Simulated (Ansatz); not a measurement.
## CH4AlFS: which of these isomers lies lowest?

2 of its isomers, all singlets with charge 0: A = `[CH3][Al]([F])[SH]`; B = `C[S][AlH][F]`.

Shapes, held fixed at every level: PBE0-D4/def2-TZVP. Flexible molecules stand in one conformer, not always the lowest. Programs: Ansatz 0.2.0.

A:

```xyz
8

C    -0.1648    1.1447   -0.0303
Al    0.7026   -0.5839   -0.0582
F     2.3413   -0.6841   -0.2222
S    -0.2959   -2.5101    0.1138
H    -1.2504    1.0673    0.0563
H     0.2011    1.7418    0.8101
H     0.0654    1.7031   -0.9422
H    -1.5071   -1.9358    0.2168
```

B:

```xyz
8

C    -0.6885    1.1585   -0.2029
S    -1.1382   -0.4982    0.4153
Al    0.7854   -1.4646    0.2620
F     0.9058   -3.0408    0.7226
H     0.3658    1.2234   -0.4752
H    -1.2945    1.3788   -1.0803
H    -0.8984    1.8899    0.5759
H     2.0546   -0.7040   -0.2733
```

Electronic energies in kJ/mol, without zero-point or thermal terms.

| level | kind | B − A |
| --- | --- | --- |
| HF/def2-SVP | Hartree–Fock | +70.9 |
| r2SCAN0-D4/def2-TZVPP | global hybrid | +72.5 |
| wB97M-V/def2-TZVPP | range-separated hybrid | +70.9 |
| B2PLYP/def2-TZVPP | double hybrid | +70.0 |
| CCSD(T)/def2-SVP | coupled cluster or CI | +69.2 |
| CCSD/def2-SVP | coupled cluster or CI | +70.6 |
| CCSD(T)/def2-TZVPP | coupled cluster or CI | +71.0 |
| CCSD(T)/CBS estimate | coupled cluster or CI | +69.7 |

The highest level, CCSD(T)/CBS estimate, puts A lowest of these. All levels agree on that. The B − A difference spans +69.2 to +72.5 kJ/mol over the levels. The CBS estimate extrapolates MP2 from def2-TZVPP and def2-QZVPP and adds CCSD(T) − MP2 in the triple-zeta set, cores frozen.

Methyl(fluoro)aluminium thiol A lies clearly below its methylthio hydride isomer B, by +69.7 kJ/mol at the highest level. Both molecules keep the strong, polar Al–F bond and an Al–S bond, so the difference comes from exchanging methyl and hydrogen between aluminium and sulfur. A has Al–C and S–H bonds where B has Al–H and S–C. Aluminium binds carbon and hydrogen with broadly similar strength, whereas an S–H bond is markedly stronger than an S–C single bond, so the preference probably originates mainly at sulfur.

Because the exchange preserves the number of electron pairs and the formal valence of each heavy atom, most of the correlation energy cancels. In the same small basis, Hartree–Fock gives +70.9 and CCSD(T) +69.2 kJ/mol, so the ordering doesn't depend on a subtle correlation effect. The preference applies to isolated monomers; three-coordinate aluminium is a strong Lewis acid, and association through fluorine or sulfur bridges could change the energy gap.
